**Why does weak-backscattering noise at $\nu=1/m$ measure $e/m$, and what is the extra thermal term?**

*A point contact that slightly reflects a fractional quantum Hall edge is said to give shot noise $2e^*I_B$ with $e^*=\nu e$, while a nearly closed contact gives $2eI$. How is this derived at finite temperature? The amplifier sees the transmitted current and not $I_B$, so what is the noise of that current? How large are the terms for $\nu=1/5$ with 5 % reflection?*

---

In short: lowest-order tunnelling is a pair of Poisson processes tied by detailed balance, which gives $S_B=2e^*I_B\coth(e^*V/2k_BT)$. The transmitted current also carries the thermal fluctuations of the incoming edges, and these are correlated with $I_B$.

**Conventions.** Carriers have charge $e>0$ (the results do not depend on this sign). $\beta=1/k_BT$, $\tau_\beta=\hbar\beta$. Zero-frequency noise is $S_{XY}=\int_{-\infty}^{\infty}dt\,\langle\{\delta X(t),\delta Y(0)\}\rangle$, so a Poisson stream of charges $q$ has $S=2qI$. In a stationary state $S_{XY}=S_{YX}$.

## 1. Premises

**(P1)** The bulk is gapped at $\nu=1/m$, $m$ odd, and each edge $j=R,L$ is one chiral boson (Wen's edge theory). With $x$ measured along the direction of motion,
$$H_0=\sum_j\frac{\hbar v}{4\pi}\int dx\,(\partial_x\phi_j)^2,\quad [\phi_j(x),\phi_j(x')]=i\pi\,\mathrm{sgn}(x-x'),\quad \rho_j=\frac{e\sqrt\nu}{2\pi}\partial_x\phi_j .$$

**(P2)** Ideal contacts absorb what arrives and emit equilibrium edges: $\hat\rho_0\propto e^{-\beta(H_0-V_RQ_R-V_LQ_L)}$, $Q_j=\int\rho_j\,dx$. The source emits $R$, the drain emits $L$, and $V=V_R-V_L$.

**(P3)** The edges couple only by tunnelling at $x=0$, with a small amplitude that does not depend on the voltages.

Three facts follow from P1 and P2.

*Chirality.* $i\hbar\,\partial_t\phi=[\phi,H_0]=-i\hbar v\,\partial_x\phi$, so $\phi=\phi(x-vt)$ and the edge current is $I_j=v\rho_j$.

*Conductance.* Completing the square in $H_0-V_jQ_j$ gives $\langle\partial_x\phi_j\rangle=e\sqrt\nu V_j/\hbar v$, hence $\langle I_j\rangle=GV_j$ with $G=\nu e^2/h$.

*Charges.* $[Q,\phi(0)]=\frac{e\sqrt\nu}{2\pi}\int dx\,\partial_x\, i\pi\,\mathrm{sgn}(x)=ie\sqrt\nu$. Since this is a number, $[Q,e^{ia\phi(0)}]=-a\sqrt\nu\,e\;e^{ia\phi(0)}$: the operator removes charge $a\sqrt\nu e$. The electron has $a=1/\sqrt\nu$. Exchanging $e^{ia\phi(x)}$ and $e^{ia'\phi(x')}$ gives the phase $e^{-i\pi aa'\mathrm{sgn}(x-x')}$, which for two electrons is $(-1)^m=-1$, as it must be. An allowed excitation must commute with the electron operator up to a sign that does not depend on the order of $x,x'$, so $a/\sqrt\nu$ is an integer. The smallest choice, $a=\sqrt\nu$, carries
$$e^*=\nu e .$$

With a weak constriction the fluid still fills the space between the edges, so a quasiparticle can cross it:
$$H_B=A+A^\dagger,\qquad A=\lambda\,e^{i\sqrt\nu[\phi_R(0)-\phi_L(0)]},\qquad [Q_R,A]=-e^*A,\quad [Q_L,A]=e^*A .$$
Klein factors cancel in $AA^\dagger$ and $A^\dagger A$, the only products needed at lowest order. The backscattered current is
$$\hat I_B=-\dot Q_R=\frac{i}{\hbar}[Q_R,H_B]=\frac{ie^*}{\hbar}(A^\dagger-A).$$

## 2. Current and noise at order $|\lambda|^2$

Let $A(t)$ evolve with $H_0$, average with $\hat\rho_0$, and define
$$W_+=\frac1{\hbar^2}\int dt\,\langle A^\dagger(t)A(0)\rangle,\qquad W_-=\frac1{\hbar^2}\int dt\,\langle A(t)A^\dagger(0)\rangle .$$
Because $\hat\rho_0$ commutes with $Q_R$, $\langle A\rangle=\langle AA\rangle=0$.

*Current.* First-order response to $H_B$ gives $I_B=-\frac{i}{\hbar}\int_0^\infty d\tau\,\langle[\hat I_B(\tau),H_B(0)]\rangle$, that is
$$I_B=\frac{e^*}{\hbar^2}\int_0^\infty\! d\tau\,\big\langle A^\dagger(\tau)A(0)+A^\dagger(0)A(\tau)-A(\tau)A^\dagger(0)-A(0)A^\dagger(\tau)\big\rangle .$$
Stationarity, $\langle X(0)Y(\tau)\rangle=\langle X(-\tau)Y(0)\rangle$, turns the second and fourth terms into the negative-time halves of the first and third:
$$I_B=e^*(W_+-W_-).$$

*Noise.* $\hat I_B\hat I_B$ is already of order $|\lambda|^2$, so it is averaged in $\hat\rho_0$, and $I_B^2=O(|\lambda|^4)$ is dropped. Then $\langle\hat I_B(t)\hat I_B(0)\rangle=(e^*/\hbar)^2\langle A^\dagger(t)A(0)+A(t)A^\dagger(0)\rangle$, and the two orderings in the anticommutator integrate to the same value:
$$S_B=2e^{*2}(W_++W_-).$$
These are the mean and noise of two independent Poisson streams of charge $e^*$.

## 3. Detailed balance

Insert common eigenstates of $H_0,Q_R,Q_L$ with energies $E_n$ and weights $p_n$:
$$W_+=\frac{2\pi}{\hbar}\sum_{n,k}p_n|\langle k|A|n\rangle|^2\delta(E_k-E_n),\qquad W_-=\frac{2\pi}{\hbar}\sum_{n,k}p_k|\langle k|A|n\rangle|^2\delta(E_k-E_n).$$
In every term $E_k=E_n$, while state $k$ has $e^*$ less on $R$ and $e^*$ more on $L$. So $p_k=p_ne^{-\beta e^*V}$ and $W_-=e^{-\beta e^*V}W_+$. With $x\equiv e^*V/2k_BT$, $(W_++W_-)/(W_+-W_-)=\coth x$, and
$$\boxed{S_B=2e^*I_B\coth\frac{e^*V}{2k_BT}}$$
The charge enters twice, as prefactor and as crossover scale $e^*V\sim2k_BT$. Only the charge moved by $A$, equilibrium of the incoming edges and lowest order were used; the boson correlator was not. For $V\to0$, $S_B\to4k_BT\,G_B(0)$, where $G_B\equiv dI_B/dV$.

## 4. The noise of the measured current

From $[\rho_R(x),A]=-e^*\delta(x)A$ the equation of motion is $(\partial_t+v\partial_x)\rho_R=-\hat I_B\,\delta(x)$. It has two consequences, exact in $\lambda$. The incoming current $I_R^{\rm in}=v\rho_R(0^-)$ is the free field, untouched by the contact. The outgoing one is $I_R^{\rm out}=I_R^{\rm in}-\hat I_B$. At zero frequency transit times drop out, and the net current into the drain is
$$I=I_R^{\rm out}-I_L^{\rm in}=I_R^{\rm in}-I_L^{\rm in}-\hat I_B,\qquad\langle I\rangle=GV-I_B .$$

One identity gives all the remaining correlators. For any Heisenberg operator $X(t)$, evolved with the full Hamiltonian from a switch-on time $t_0$, the voltages appear only in $\hat\rho_0$. Since $Q_j$ commutes with $H_0$, differentiating the exponential gives $\partial\langle X\rangle/\partial V_j=\beta\langle\delta Q_j\,\delta X\rangle$, and since $Q_j$ commutes with $\hat\rho_0$, cyclicity of the trace makes the operator order irrelevant:
$$\langle\{\delta Q_j,\delta X(t)\}\rangle=2k_BT\,\frac{\partial\langle X\rangle}{\partial V_j}.$$
Free chiral motion carries every bit of the initial charge past $x=0^-$ once, so $Q_j=\int dt'\,I_j^{\rm in}(t')$, with the free field continued to $t'<t_0$. The left side is then $S_{jX}$, the cross-correlation of $I_j^{\rm in}$ with $X$. Therefore
$$S_{RR}=S_{LL}=2k_BTG,\quad S_{RL}=0,\quad S_{RB}=2k_BT\,G_B,\quad S_{LB}=-2k_BT\,G_B ,$$
the last two because $I_B$ depends on $V_R-V_L$ only (P3). The picture is classical: a slow fluctuation $\delta I_R^{\rm in}$ is a voltage fluctuation $\delta I_R^{\rm in}/G$, to which $I_B$ responds with slope $G_B$. Expanding the square, $S=S_{RR}+S_{LL}+S_B-2S_{RB}+2S_{LB}$:
$$\boxed{S=S_B+4k_BT\left(\frac{\nu e^2}{h}-2\frac{dI_B}{dV}\right)}\qquad\text{(two terminals)}$$

The coefficient depends on the wiring. If the measuring contact collects $I_R^{\rm out}$ but emits towards a grounded contact and not towards the constriction, its emitted current adds $2k_BTG$ uncorrelated with $\hat I_B$, and
$$S'=S_B+4k_BT\,(G-G_B)\qquad\text{(multi-terminal)}.$$

*Equilibrium check.* At $V=0$, $S_B=4k_BTG_B$ gives $S=4k_BT(G-G_B)$, the Johnson-Nyquist noise of the two-terminal conductance, and $S'=4k_BTG$.

*Free-electron check.* For $\nu=1$ and energy-independent transmission $\mathcal T=1-r$, the scattering formula is $S=\frac{2e^2}{h}\int dE\,\{\mathcal T[f_R(1-f_R)+f_L(1-f_L)]+\mathcal T(1-\mathcal T)(f_R-f_L)^2\}=\frac{2e^2}{h}[2k_BT\mathcal T^2+\mathcal T(1-\mathcal T)eV\coth x]$. To first order in $r$ this is $4k_BTG(1-2r)+2e\,(rGV)\coth x$, the boxed form.

## 5. The function $I_B(V,T)$

To evaluate $G_B$ within the model we need the correlator. Write $H_0=K+\sum_jV_jQ_j$. The commutators of section 1 give $A(t)=e^{-i\omega_0t}\tilde A(t)$ with $\omega_0=e^*V/\hbar$ and $\tilde A$ evolving with $K$. The shift $\phi_j\to\phi_j+x\langle\partial_x\phi_j\rangle$ maps $K$ to $H_0$ plus a constant and leaves $\phi_j(0)$ alone, so $\tilde A$ has unbiased equilibrium correlators.

The mode expansion $\phi=\sum_{k>0}\sqrt{2\pi/kL}\,(b_ke^{ikx}+{\rm h.c.})e^{-kv\tau_c/2}$, with edge length $L$ and short-time cutoff $\tau_c$, reproduces the commutator because $\int_0^\infty 2\sin(ks)\,dk/k=\pi\,\mathrm{sgn}(s)$. With the Bose function $n(\omega)$,
$$g(t)=\langle\phi(t)\phi(0)-\phi^2\rangle=\int_0^\infty\!\frac{d\omega}{\omega}e^{-\omega\tau_c}\big[(e^{-i\omega t}-1)+2n(\omega)(\cos\omega t-1)\big].$$
The first part is $-\ln(1+it/\tau_c)$. In the second, drop the cutoff ($\tau_c\ll\tau_\beta$) and expand $n=\sum_{l\ge1}e^{-l\omega\tau_\beta}$. Each term gives $-\ln(1+t^2/l^2\tau_\beta^2)$, and the product formula for $\sinh$ sums them to $-\ln[\sinh(\pi t/\tau_\beta)/(\pi t/\tau_\beta)]$. For $\tau_c\ll\tau_\beta$ the two parts combine into
$$e^{g(t)}=\frac{\pi\tau_c/\tau_\beta}{\sin[\pi(\tau_c+it)/\tau_\beta]} .$$
A Gaussian average gives $\langle e^{\mp ia\phi(t)}e^{\pm ia\phi(0)}\rangle=e^{a^2g(t)}$ for each edge, so $W_\pm=(|\lambda|^2/\hbar^2)\int dt\,e^{\pm i\omega_0t}e^{2\nu g(t)}$.

The sine has no zero for $0<\mathrm{Re}(\tau_c+it)<\tau_\beta$, so the contour can move to $t=t'-i(\tau_\beta/2-\tau_c)$. The sine becomes $\cosh(\pi t'/\tau_\beta)$, and the exponential yields $e^{\pm x}$ for $\omega_0\tau_c\ll1$, confirming section 3. With $u=\pi t'/\tau_\beta$, $y=x/\pi$ and $s=e^{2u}$ the integral is an Euler beta function:
$$\int_{-\infty}^\infty\!\frac{e^{2iyu}\,du}{\cosh^{2\nu}u}=2^{2\nu-1}\!\int_0^\infty\!\frac{s^{\nu+iy-1}ds}{(1+s)^{2\nu}}=2^{2\nu-1}\frac{|\Gamma(\nu+iy)|^2}{\Gamma(2\nu)} .$$
Hence
$$I_B=\frac{e^*|\lambda|^2}{\hbar^2}\,\frac{\tau_\beta}{\pi}\left(\frac{2\pi\tau_c}{\tau_\beta}\right)^{2\nu}\frac{\sinh x\;|\Gamma(\nu+ix/\pi)|^2}{\Gamma(2\nu)} .$$
For $\nu=1$, $|\Gamma(1+iy)|^2=\pi y/\sinh\pi y$ makes $I_B$ linear in $V$. For $x\gg1$, $|\Gamma(\nu+iy)|^2\to2\pi y^{2\nu-1}e^{-\pi y}$ gives $I_B=2\pi e^*|\lambda|^2\tau_c^{2\nu}\omega_0^{2\nu-1}/[\hbar^2\Gamma(2\nu)]$. Define the reflection $r=I_B/GV$. It scales as $V^{2\nu-2}$ at high bias and $T^{2\nu-2}$ at zero bias, so it grows as the energy scale falls. The logarithmic slope is free of $\lambda$ and $\tau_c$ ($\psi$ is the digamma function):
$$\eta\equiv\frac{V}{I_B}\frac{dI_B}{dV}=x\coth x-2y\,\mathrm{Im}\,\psi(\nu+iy).$$
It goes from $+1$ at $x=0$ to $2\nu-1$ at large $x$, which is negative for $\nu<1/2$. Dividing by $2e^*I_B$,
$$\frac{S-4k_BTG}{2e^*I_B}=\coth x-\frac{2\eta}{x},\qquad\frac{S'-4k_BTG}{2e^*I_B}=\coth x-\frac{\eta}{x}.$$

## 6. Strong pinch-off

When the gate splits the fluid in two, each part holds a whole number of electrons, so only electrons can tunnel: $A_e=\lambda_e\,e^{i[\phi_1(0)-\phi_2(0)]/\sqrt\nu}$. Sections 2, 3 and 5 repeat with $e^*\to e$ and with $\nu\to m$ in the exponent. The edge leaving the source now returns to the source, so the net current is $I_1^{\rm in}-I_1^{\rm out}=\hat I_T$. The incoming fluctuations cancel and there is no extra term:
$$S=2eI\coth\frac{eV}{2k_BT}\;\to\;2eI\quad(eV\gg2k_BT).$$
Here $I\propto V^{2m-1}$ at high bias and $dI/dV\propto T^{2m-2}$ at zero bias, that is $V^9$ and $T^8$ for $m=5$.

## 7. Range of validity

- **Small reflection at the working point**, $r(V,T)\ll1$. At $T=0$ the model has an exact solution (Fendley, Ludwig and Saleur, 1995), quoted here without proof: $r=\sum_na_nz^n$ and $S_B=2e^*GV\sum_n n\,a_nz^n$, with $z\propto|\lambda|^2V^{2\nu-2}$ and $a_n=(-1)^{n+1}\nu\sqrt\pi\,\Gamma(n\nu)/[2\Gamma(n)\Gamma(\tfrac32+n\nu-n)]$. So $S_B/2e^*I_B=1+(a_2/a_1^2)\,r+\dots$ For $\nu=1$, $a_n=(-1)^{n+1}$ and the factor is the familiar $1-r$. For $\nu=1/5$, $a_1=0.627$, $a_2=0.0368$ and $a_2/a_1^2=0.094$. The next order at finite $T$ is not computed here; relative size up to about $r$ is the cautious allowance.
- **Exactness.** The relations between $S$, $S'$, $S_B$ and $G_B$ hold to all orders in $\lambda$; the coth formula and section 5 are lowest order.
- **Energies** $e^*V,\ k_BT$ well below the bulk gap and $\hbar/\tau_c$; frequencies well below $k_BT/h$, $e^*V/h$ and the inverse transit time.
- **Equilibrium incoming edges** at one temperature, no upstream modes, no bias heating, and voltage-fixing contacts. If the bias also gates the constriction, $G_B$ is replaced by the separate derivatives $\partial I_B/\partial V_R$ and $-\partial I_B/\partial V_L$.
- **Point-like tunnelling** on the scale $\hbar v/e^*V$ and an unreconstructed, unscreened edge are needed for section 5. Sections 2 and 3 need only that each event moves $e^*$ between equilibrium edges.

## 8. Numbers: $\nu=1/5$, $r=0.05$

Think of a GaAs/AlGaAs two-dimensional electron gas. Assumed inputs: $T=0.015$ K, $V=50\ \mu$V, $r=0.05$ at this bias, edge velocity $v=10^{13}$ nm/s, and a typical gap of order 1 K for a very clean sample.

Then $k_BT=1.293\ \mu$eV, $e^*V=10\ \mu$eV, $x=3.87$, $y=1.23$, $\coth x=1.001$. The gap scale is $86\ \mu$eV, $\hbar v/e^*V=6.6\times10^2$ nm and $k_BT/h=0.31$ GHz, so the bias lies under the gap by less than a decade, and a constriction of tens of nm read out at MHz frequencies meets the other conditions. Further, $G=7.748\ \mu$S, $GV=387.4$ pA, $I_B=19.4$ pA, $\eta=-0.62$ (large-bias limit $-0.6$) and $G_B=\eta rG=-0.24\ \mu$S.

| Term | Model value ($10^{-30}$ A$^2$/Hz) |
|---|---|
| $S_B=2e^*I_B\coth x$ | 1.24 |
| $4k_BTG$ | 6.42 |
| $-8k_BT\,G_B$ | 0.40 |
| $S$, two terminals | 8.06 |
| $S'-4k_BTG$, multi-terminal | 1.44 |
| $2eI\coth(eV/2k_BT)$ at the same 19.4 pA, pinched off, $eV/2k_BT=19.3$ | 6.21 |

The last digit of the $S_B$-dependent rows is uncertain at the level of the next order (0.5 % by the $T=0$ series, up to about 5 % on the cautious allowance).

Three lessons follow. Electrons carrying the same current would be five times noisier than $S_B$. The cross-correlation term is not small: $(S-4k_BTG)/2e^*I_B=1.32$, so reading $(S-4k_BTG)/2I_B$ as the charge gives $0.26e$ in place of $0.20e$, and the multi-terminal ratio $1.16$ gives $0.23e$. And the same contact is not weak at zero bias: $r(0)/r(V)=x\,\Gamma(\nu)^2/[\sinh x\,|\Gamma(\nu+iy)|^2]=29$, so lowest order would give $r(0)=1.5$, which is meaningless. The two-terminal zero-bias noise must come from the recorded conductance, whereas $S'(0)=4k_BTG$ holds for any $\lambda$ by the fluctuation-dissipation theorem.

These are the model's numbers, not a device's. As typical knowledge, GaAs point contacts show a reflection far flatter in bias than the $V^{-1.6}$ found here, with $\eta$ often nearer $+1$ than $-0.62$. For $\eta=+1$ the cross term changes sign, $\coth x-2/x=0.48$, the naive charge is $0.097e$, and the model overstates $S-4k_BTG$ by a factor of about 2.7. The charge should therefore be extracted with $I_B$ and $dI_B/dV$ recorded in the same sweep, as the $e^*$ that solves $S-4k_BT(G-2\,dI_B/dV)=2e^*I_B\coth(e^*V/2k_BT)$.